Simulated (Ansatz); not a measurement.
Abstraction of H: Ge2H6O + CHFI → Ge2H5O + CH2FI

Gas-phase species: Ge2H6O `[GeH3][O][GeH3]`, singlet; CHFI `F[CH]I`, doublet; Ge2H5O `[GeH2][O][GeH3]`, doublet; CH2FI (fluoroiodomethane) `FCI`, singlet. A radical takes H: the energy is the difference in strength between the Ge–H bond broken and the C–H bond made.

Shapes, held fixed at every level: PBE0-D4/def2-TZVP. Flexible molecules stand in one conformer, not always the lowest. Programs: Ansatz 0.2.0. The zero-point and thermal change to 298 K, harmonic and unscaled (PBE0-D4/def2-TZVP), is +10.8 kJ/mol.

**Question.** Estimate ΔH(298 K) of this reaction.

**Answer.** The highest level, CCSD(T)/def2-TZVPP, gives ΔH(298 K) = -56.9 kJ/mol; the levels span -60.5 to -40.2. The column of differences is taken from that level and isn't an error. No measured value is set beside it here. Open shells run unrestricted. For atoms past krypton def2 sets carry core potentials with scalar relativity. Relativity is left out for Ge. Outer-core shells of Ge, I are correlated, in sets that cover them unevenly.

| level | kind | ΔH(298 K) (kJ/mol) | less CCSD(T)/def2-TZVPP |
| --- | --- | --- | --- |
| HF/def2-SVP | Hartree–Fock | -40.2 | +16.7 |
| HF/def2-TZVPP | Hartree–Fock | -41.1 | +15.8 |
| r2SCAN-D4/def2-TZVPP | meta-GGA | -53.6 | +3.3 |
| B3LYP-D4/def2-TZVPP | global hybrid | -60.5 | -3.6 |
| r2SCAN0-D4/def2-TZVPP | global hybrid | -52.4 | +4.5 |
| wB97X-V/def2-TZVPP | range-separated hybrid | -54.1 | +2.8 |
| CCSD(T)/def2-TZVPP | coupled cluster or CI | -56.9 | 0.0 |

Every level makes hydrogen transfer from germanium to carbon exothermic, with coupled cluster giving -56.9 kJ/mol, so the C–H bond formed is stronger than the Ge–H bond broken. The main reason is the size of the orbitals: germanium's diffuse valence shell overlaps less well with hydrogen 1s than carbon's compact one. Fluorine and iodine lone pairs can delocalise the unpaired electron in CHFI, which should weaken the new C–H bond somewhat, but evidently not enough to cancel this preference. The thermal term of +10.8 kJ/mol opposes the reaction, as expected when a soft Ge–H oscillator is replaced by a stiffer C–H one.

The density functionals fall on both sides of coupled cluster, while Hartree–Fock is clearly less exothermic, probably because it misses more correlation energy in the compact C–H bond than in Ge–H. Enlarging the basis hardly changes the Hartree–Fock value, so basis size doesn't account for that gap. The exothermicity gives a thermodynamic driving force but leaves the abstraction barrier, and hence the rate, undetermined.
